# How the spin of gadolinium reaches the phosphorus around it

The naive picture of a gadolinium atom in boron phosphide is a small bar magnet inside a non-magnetic crystal. Seven unpaired electrons sit in the compact 4f shell, and the surrounding nuclei feel the field of that magnet. The field of a dipole falls as $1/r^3$ with the distance $r$, so the coupling to the nuclei should fall in the same way. The table seems at first to agree.

Gd on a B site in a neutral 54-atom BP supercell, atoms relaxed at fixed cell, seven unpaired electrons. Ansatz 0.2.0, spin-polarised scalar-relativistic PBE, plane waves, default PAW datasets with responding cores, 420 eV cutoff, 3×3×3 k-mesh. The isotropic constant A, defined by H = A I·S, comes from the contact spin density alone.

| atom | like atoms | distance from the defect (Å) | site moment (muB) | mass number | isotropic hyperfine constant (MHz) |
| --- | --- | --- | --- | --- | --- |
| Gd1 | 1 | 0.00 | 6.81 | 157 | -39.3 |
| P28 | 4 | 2.47 | -0.01 | 31 | -4.4 |
| P33 | 12 | 3.76 | 0.00 | 31 | 1.1 |
| P29 | 6 | 4.94 | 0.00 | 31 | -0.3 |
| B9 | 4 | 5.56 | 0.00 | 11 | 0.2 |
| B5 | 4 | 5.56 | 0.00 | 11 | -0.2 |
| P54 | 1 | 5.90 | 0.00 | 31 | 0.4 |

The isotropic hyperfine constant $A$ measures how strongly a nucleus couples to the electron spin, averaged over all directions. Between the four nearest phosphorus atoms (P28) and the next twelve (P33) its magnitude drops by a factor of 4.0, where $1/r^3$ gives 3.5. If only magnitudes were known, the bar magnet would look like a fair explanation.

**Why the bar magnet is the wrong answer**

A dipole field points along the magnet's axis at some places and against it at others. Averaged over all directions, its coupling to a nucleus is zero, so it adds nothing to an isotropic constant. The constants in the table come from another source, the contact term: the surplus of one spin direction exactly at the nucleus. Only s electrons have appreciable density there. The near agreement with $1/r^3$ is therefore a coincidence between two shells.

The dipole coupling does exist, but as a separate, direction-dependent part of the interaction. For P28 a point-dipole estimate gives about 2 MHz when the spin stands across the Gd–P line, and about 4 MHz with the opposite sign when it points along the line. That is comparable in size to the contact constant. The question is thus how spin gets into the s orbitals of phosphorus, and there the sign of $A$ is a better guide than its size.

**Two ways to put spin on a neighbour**

The first way is leakage. The seven 4f electrons fill all 4f orbitals of the majority spin direction, so a phosphorus electron that moves into the 4f shell must have minority spin. It leaves a majority surplus behind on phosphorus. The nucleus $^{31}$P has a positive magnetic moment, so such a surplus in its s orbitals would make $A$ positive.

The second way is exchange polarisation of the bonds. The bond electrons between phosphorus and gadolinium also enter the outer 5d and 6s orbitals of the metal. There, exchange with the 4f shell lowers the energy of majority electrons, which shift slightly towards gadolinium. Phosphorus is left with a small minority surplus, and $A$ becomes negative.

For the nearest shell the calculation gives −4.4 MHz, and the site moment of P28, the net spin assigned to that atom, is negative too. If that sign is right, leakage cannot be the leading effect on these four atoms. Some doubt remains, because in the data makers' tests on other systems small contact spin densities were uncertain by as much as their own size. The same run finds about 0.11 $\mu_\mathrm{B}$ of minority spin in the cell as a whole, so some reversed polarisation is certainly present, though not all of it need lie on phosphorus. That exchange through 5d and 6s causes it is an argument from theory, since no calculation here switches that path off. Nor is it the only path to this sign. The 4f spin also polarises the filled 5s and 5p shells of gadolinium, drawing their majority electrons inwards, and overlap with their minority-rich outer edge is expected to make $A$ negative as well. The table cannot tell these two exchange paths apart. The site moment of gadolinium does not confirm the path through 5d and 6s either. Majority spin gathering there should raise the moment above 7 $\mu_\mathrm{B}$, but the table gives 6.81. A net 0.19 $\mu_\mathrm{B}$ of majority spin lies outside the region counted as the site. It may belong to the spread-out 5d and 6s orbitals, but the tail of the 4f shell or some leakage would lower the site moment too.

**Does the size fit a polarised bond?**

If the minority spin on P28 sits in the bond, it should occupy a hybrid orbital pointing at gadolinium. In the undistorted crystal that would be a tetrahedral hybrid, one quarter s and three quarters p. With $m$ for the site moment in $\mu_\mathrm{B}$, $S = 7/2$ for the total spin and $A_{3s}$ for the constant of one full unpaired 3s electron, the estimate is

$$A \approx \frac{1}{4}\,\frac{m\,A_{3s}}{2S} \approx \frac{1}{4}\times\frac{-0.01 \times 13000\ \mathrm{MHz}}{7} \approx -4.6\ \mathrm{MHz}.$$

The factor $2S$ appears because $A$ is defined per unit of the total spin, which all seven electrons share. The value of $A_{3s}$ is a rough recalled one, and no constant was adjusted to the table.

The result lies close to the computed −4.4 MHz, but the closeness should not be overrated. The site moment is given to one digit only, and its rounding alone allows anything from −2.3 to −7.0 MHz. Moreover, $m$ and $A$ are two readings of the same spin density. The site moment may also hide contributions of opposite sign from different orbitals. 
The shape of the site is a stronger objection. P28 has been pushed about 0.5 Å away from gadolinium, towards the plane of its three boron neighbours, which lies only about 0.7 Å beyond it in the ideal crystal. Unless the boron atoms moved just as far, the orbital pointing at gadolinium is expected to hold much less than one quarter s, and the estimate shrinks with that share. The agreement is therefore no evidence for a bond hybrid, and the cause of the polarisation rests on the argument above.

**The second phosphorus shell is less clear**

At P33 the sign turns positive, with $A$ = 1.1 MHz. Leakage could win there, but the compact 4f shell is expected to overlap little with atoms 3.76 Å away, and the site moment of P33 rounds to zero. The polarisation could also change sign as it passes along the bonds. That path runs through twelve boron atoms, about 3.2 Å from gadolinium in the ideal lattice and thus nearer than P33, which the table leaves out. The table cannot separate these two readings. The contact density is also smaller here than at P28, so the doubt about small values weighs more and even the positive sign is not secure. Semilocal functionals, moreover, spread defect states too far, which may carry too much spin out to this shell.

The number of atoms matters as well. Added over its twelve atoms, the second shell reaches 13 MHz, against −18 MHz for the four atoms of the first. Between these two shells the summed magnitude thus falls much less than the value per atom. The opposite signs show, however, that this is not one and the same spin spread over more nuclei.

**Where the table stops being about one defect**

The repeated cell is small. P29, B9, B5 and P54 each lie equally far from two or more gadolinium atoms, so their constants of a few tenths of a megahertz belong to a lattice of defects. This is why the rise in magnitude from P29 to P54, and the opposite signs of B9 and B5, are given no cause here.

The nearest shell is safer, though its value carries limits of its own. The atomic positions were relaxed: the Gd–P distance is 2.47 Å, against 1.97 Å for the ideal bond in this cell. The cell itself kept its size and remains under a pressure of 7.6 GPa, so the bond length and $A$ may still shift. Without a correction for the 4f shell, the semilocal functional is also known to place the empty 4f levels of gadolinium too low. That should make leakage too easy and push $A$ upwards, so this fault is not expected to be the source of the negative sign on P28. Such functionals also underestimate how spin polarises the inner s shells, which can shift $A$ on phosphorus as well. Finally, the run leaves out spin-orbit coupling, and with an open f shell it may have settled in a state that is not the lowest. A half-filled shell makes both less of a worry, but the table holds no second solution to test this.

Gadolinium's own constant needs the most caution. The nucleus $^{157}$Gd has a negative magnetic moment, so −39.3 MHz means a majority surplus at the nucleus, whereas ionic Gd$^{3+}$ is known for a minority surplus there. Majority spin in the 6s orbital would act in this direction and would suit the exchange picture. A known fault of semilocal functionals would shift the constant the same way without any such mechanism: they underestimate how the 4f spin polarises the inner s shells. The calculation divides the contact spin density into +80.9 electrons per Å$^3$ from the valence electrons and −70.7 from the core, which leaves +10.2. The core thus has the expected minority surplus, but the valence electrons outweigh it. A core part only about one seventh larger would reverse the sign of the total, so the known fault could decide it. Nor does the large valence part point to 6s alone: it includes the filled 5s shell, whose majority electrons the 4f spin draws inwards, and these numbers do not separate the two. This row therefore cannot count as evidence for the path through 5d and 6s. The settings of the run also name $^{155}$Gd where the table has $^{157}$Gd. Both nuclei have negative moments, so the sign argument holds, but the size of the constant depends on the isotope.

The printed analysis below compares the fall of $A$ with $1/r^3$ and gives the hybrid estimate for P28 with its rounding range.

The analysis program printed:

```
Ideal B-P bond length in this cell, angstrom: 1.965
Distance from P33 to the next nearest Gd image (ideal lattice), angstrom: 6.712
Fall of the magnitude of A from P28 to P33, factor: 4
Fall expected from 1/r^3 from P28 to P33, factor: 3.528
Fall of the magnitude of A from P33 to P29, factor: 3.667
Fall expected from 1/r^3 from P33 to P29, factor: 2.268
Point-dipole coupling (anisotropic) at P28, MHz: 2.153
Point-dipole coupling (anisotropic) at P33, MHz: 0.6104
Contact spin density from A:
  row  contact spin density in electrons per cubic bohr
  Gd1                                             1.523
  P28                                          -0.01705
  P33                                          0.004263
  P29                                         -0.001163
   B9                                         0.0009903
   B5                                        -0.0009903
  P54                                           0.00155
Spin in the 3s orbital of one P28 atom, electrons: -0.002369
A of P28 from its site moment in a hybrid with one quarter s, MHz: -4.643
The same at the lower rounding limit of the site moment, MHz: -6.964
The same at the upper rounding limit of the site moment, MHz: -2.321
Sum of A over the 4 atoms like P28, MHz: -17.6
Sum of A over the 12 atoms like P33, MHz: 13.2
Negative spin integrated over the cell, muB: 0.1094
Net moment outside the Gd site, muB: 0.19
```
